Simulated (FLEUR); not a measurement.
# Energy of ferromagnetic MnPt (CuAu type) against fixed total spin moment, all-electron LDA at the measured cell

MnPt joins manganese, whose open 3d shell can carry a large spin moment, to platinum, whose broad and nearly full 5d band is polarised mainly by its neighbours. The compound serves as an antiferromagnetic pinning layer in magnetic sensors, where the robustness of the manganese moment matters. We follow the energy as the total spin moment $M$ of the two-atom cell is forced up from zero, and look for the moment at which the unconstrained run settles. Energies are LDA free energies per cell, measured from the run without spin polarisation, so a negative value favours the moment. With one Mn atom in the cell, all Mn moments are parallel; the antiparallel order known for this compound lies outside the calculation.

## Method

MnPt (CuAu type): the measured cell (COD); 2 atoms in the cell, atoms and cell held. FLEUR MaX-R8.1, all-electron FLAPW in bulk geometry, scalar-relativistic valence, LDA (VWN), basis cutoff 3.6 1/bohr, density cutoff 10.8 1/bohr, Fermi-Dirac smearing of 0.08 eV, muffin-tin radii Mn 2.50, Pt 2.50 bohr. Local moments are those inside the muffin-tin spheres. Collinear spins without spin-orbit coupling, 10x10x10 k-points. The total moment is held by two Fermi energies, one for each spin; the row marked free is the unconstrained run, and the row at M = 0 is the run without spin polarisation.

Notes on method and selection:

- Each run ends in the state reached from its start (the fixed-moment runs continue from an earlier run), which may not be the lowest.
- A uniform moment does not probe antiparallel order, which can lie lower.
- At small fixed moments unlike atoms can carry local moments of opposite sign, so the curve need not run smoothly into the unpolarised point.
- Stoner picture: E = M^2 (1/(2N) - I/4) for small M, with N the density of states of both spins at the Fermi energy of the unpolarised run and I the Stoner parameter of the cell.
- A blank cell means that the quantity does not apply to the row, or that its run was not made or gave no value that passed the checks named.
- Curves that are not smooth, that do not rise at the largest moment or whose runs differ in settings are not tabled.
- Runs that did not converge, have known faults or may not be shown are not listed, and runs on Ansatz's PAW sets soft_1 and soft_2 are kept to separate tables.

Columns:

- fixed moment (μB/cell): total spin moment of the cell, held fixed.
- energy from unpolarised (meV/cell): free energy of the cell less that of the run without spin polarisation.
- Mn moment (μB): largest spin moment inside a Mn sphere, signed along the total.

## Table of results

| member | fixed moment (μB/cell) | energy from unpolarised (meV/cell) | Mn moment (μB) |
| --- | --- | --- | --- |
| M = 0 muB | 0.000 | 0.0 | – |
| M = 0.691 muB | 0.691 | ? | ? |
| M = 1.38 muB | 1.382 | −176.3 | 1.442 |
| M = 2.07 muB | 2.073 | ? | ? |
| M = 2.76 muB | 2.764 | −446.5 | 2.662 |
| M = 3.46 muB | 3.455 | −574.7 | 3.231 |
| M = 4.09 muB, free | 4.095 | −633.8 | 3.676 |
| M = 4.15 muB | 4.146 | −632.6 | 3.709 |
| M = 4.84 muB | 4.837 | −384.5 | 4.095 |
| M = 5.53 muB | 5.528 | 409.8 | 4.339 |

Cells marked ? are withheld until the estimate has been made.

## Interpretation

Among the members shown, the energy falls from zero to −633.8 meV/cell at 4.095 μB, where the unconstrained run settles, and rises beyond it. From 1.382 to 3.455 μB the descent is nearly steady: (−446.5 − (−176.3)) / (2.764 − 1.382) = −195.5 meV/μB, then (−574.7 − (−446.5)) / (3.455 − 2.764) = −185.5 meV/μB. Between 3.455 μB and the free moment it slackens to (−633.8 − (−574.7)) / (4.095 − 3.455) = −92.3 meV/μB.

The balance is between exchange and band energy. Moving electrons from minority to majority states lowers the exchange energy, but the electrons must enter higher levels. While majority Mn 3d states are still available near the Fermi energy, exchange wins. At the free moment the two Fermi energies coincide and the gain and the cost of a small further transfer are equal.

Past that point the cost grows quickly. The last step shown has a slope of (409.8 − (−384.5)) / (5.528 − 4.837) = 1149 meV/μB. This is what a nearly filled majority 3d shell should give, since further majority electrons must go into broad states high in energy.

The Mn column supports this reading. From 1.382 to 2.764 μB the Mn sphere takes up (2.662 − 1.442) / 1.382 = 0.88 of the added moment; in the last step it takes only (4.339 − 4.095) / 0.691 = 0.35. The remainder goes to Pt and the space between the spheres. At 1.382 μB the Mn moment exceeds the total by 0.060 μB, so the rest of the cell is there weakly polarised against Mn.

The depth at the free moment measures the preference for parallel Mn moments over no moments at all. It does not make ferromagnetism the ground state.

## Prediction

Plain estimates from the members shown:

- M = 0.691 muB, straight-line interpolation between M = 0 muB and M = 1.38 muB: w = (0.691 − 0.000) / (1.382 − 0.000) = 0.500, so 0.0 + 0.500 × (−176.3 − 0.0) = −88.2 meV/cell
- M = 2.07 muB, straight-line interpolation between M = 1.38 muB and M = 2.76 muB: w = (2.073 − 1.382) / (2.764 − 1.382) = 0.500, so −176.3 + 0.500 × (−446.5 − (−176.3)) = −311.4 meV/cell

Reversing all spins leaves the energy unchanged, so a smooth curve starts with zero slope at $M = 0$. The straight line to 0.691 μB ignores this and should lie too low. We therefore interpolate $g = E/M^2$, which the Stoner picture makes finite at small $M$, by a cubic through the rows at 1.382, 2.764, 3.455 and 4.095 μB (g in meV/μB², M in μB):

$g = -92.31 + 21.31(M-1.382) - 1.90(M-1.382)(M-3.455) + 2.05(M-1.382)(M-3.455)(M-4.095)$

The rows give g as −176.3 / 1.382² = −92.31, −446.5 / 2.764² = −58.44, −574.7 / 3.455² = −48.14 and −633.8 / 4.095² = −37.80. The coefficients follow in turn:

- linear: (−48.14 − (−92.31)) / (3.455 − 1.382) = 21.31
- quadratic: the next slope is (−37.80 − (−48.14)) / (4.095 − 3.455) = 16.16, so (16.16 − 21.31) / (4.095 − 1.382) = −1.90
- cubic: without it, g at 2.764 μB would be −92.31 + 21.31 × 1.382 + 1.90 × 1.382 × 0.691 = −61.05, so (−58.44 − (−61.05)) / (1.382 × 0.691 × 1.331) = 2.05

At 0.691 μB, g = −92.31 − 21.31 × 0.691 − 1.90 × 0.691 × 2.764 − 2.05 × 0.691 × 2.764 × 3.404 = −123.99, and 0.691² × (−123.99) = −59 meV/cell. At 2.073 μB, g = −92.31 + 21.31 × 0.691 + 1.90 × 0.691 × 1.382 + 2.05 × 0.691 × 1.382 × 2.022 = −71.81, and 2.073² × (−71.81) = −309 meV/cell, close to the straight-line value.

As a trial, the quadratic through the other three rows gives 2.764² × (−61.05) = −466 meV/cell at 2.764 μB against −446.5 shown, a miss of 20 across a gap of 2.073 μB. The gaps around the withheld rows are narrower. Leaving out the free row instead shifts the two estimates by about 4 and 6 meV/cell. We take 6 as the error at 2.073 μB. At 0.691 μB we double the shift to 8, because g is extrapolated there and the opposed polarisation outside Mn may disturb the approach to zero.

**Committed estimate, M = 0.691 muB: energy from unpolarised = −59 ± 8 meV/cell.**  
**Committed estimate, M = 2.07 muB: energy from unpolarised = −309 ± 6 meV/cell.**

## How the estimate fared

| member | fixed moment (μB/cell) | energy from unpolarised (meV/cell) | Mn moment (μB) |
| --- | --- | --- | --- |
| M = 0.691 muB | 0.691 | −52.8 | 0.771 |
| M = 2.07 muB | 2.073 | −313.6 | 2.046 |

| member | estimate | energy from unpolarised (meV/cell) | computed | estimate − computed | miss in error bars |
| --- | --- | --- | --- | --- | --- |
| M = 0.691 muB | committed | −59.0 | −52.8 | −6.2 | 0.8 |
| M = 0.691 muB | interpolation | −88.2 | −52.8 | −35.4 |  |
| M = 2.07 muB | committed | −309.0 | −313.6 | +4.6 | 0.8 |
| M = 2.07 muB | interpolation | −311.4 | −313.6 | +2.2 |  |

Both estimates fall inside their error bars, each missing by 0.8 of the bar. At 0.691 μB we gave −59 meV/cell against −52.8 computed, much nearer than the straight line, which lies 35.4 too low. At 2.073 μB the straight line did better, missing by 2.2 against our 4.6.

The symmetry argument held: the average slope is only −52.8 / 0.691 = −76 meV/μB in the first step, and (−176.3 − (−52.8)) / 0.691 = −179 meV/μB in the second. The weak point was the cubic term in $g = E/M^2$. Extrapolated to 0.691 μB it added −2.05 × 0.691 × 2.764 × 3.404 = −13.33 meV/μB², which accounts for practically the whole miss there. Dropping it would have been no general cure, since the estimate at 2.073 μB would then have been 2.073² × (−92.31 + 21.31 × 0.691 + 1.90 × 0.691 × 1.382) = −326 meV/cell, about 12 too low.

The new moments show Mn leading the polarisation. At a total of 0.691 μB the Mn sphere already holds 0.771 μB, and the Pt moment points against it. By 2.073 μB the Mn moment, 2.046 μB, has dropped just below the total.

## Where the trend breaks

No row breaks the smooth course of the curve. The two largest moments stand apart from the long descent: the energy lies −384.5 − (−633.8) = 249.3 meV/cell above the free run at 4.837 μB, and 409.8 − (−633.8) = 1043.6 above it at 5.528 μB.

The likeliest reason is that the majority Mn 3d states are nearly full, so that added majority electrons enter higher, broader states. Emptying deeper minority states, including those that bond Mn to Pt, would raise the energy too. The size of the cost follows from the two Fermi energies. Moving one electron between the spins changes $M$ by 2 μB, so $dE/dM = (\mu_\uparrow - \mu_\downarrow)/2$, where $\mu_\uparrow$ and $\mu_\downarrow$ are the majority and minority Fermi energies. The last step, with its slope of 1149 meV/μB, therefore needs an average separation of 2 × 1149 = 2298 meV, or about 2.3 eV.

## Summary

At the measured cell the parallel moment settles at 4.095 μB, with 3.676 μB in the Mn sphere. Between 1.382 and 3.455 μB the curve is nearly straight, and linear interpolation between rows 1.382 μB apart recovers the rows at 2.073 and 2.764 μB to about 2 meV/cell. Nearer zero or the minimum, curvature has to be included.

The moment is stiff against further increase. From 4.146 to 4.837 μB the average slope is (−384.5 − (−632.6)) / 0.691 = 359 meV/μB; with roughly 0.058 meV/μB per tesla, this corresponds to a field of about 6000 T.

Antiparallel Mn order, which this cell cannot hold, should lie lower still. A gradient-corrected functional would probably deepen the minimum, since such functionals tend to favour spin polarisation more than LDA does.
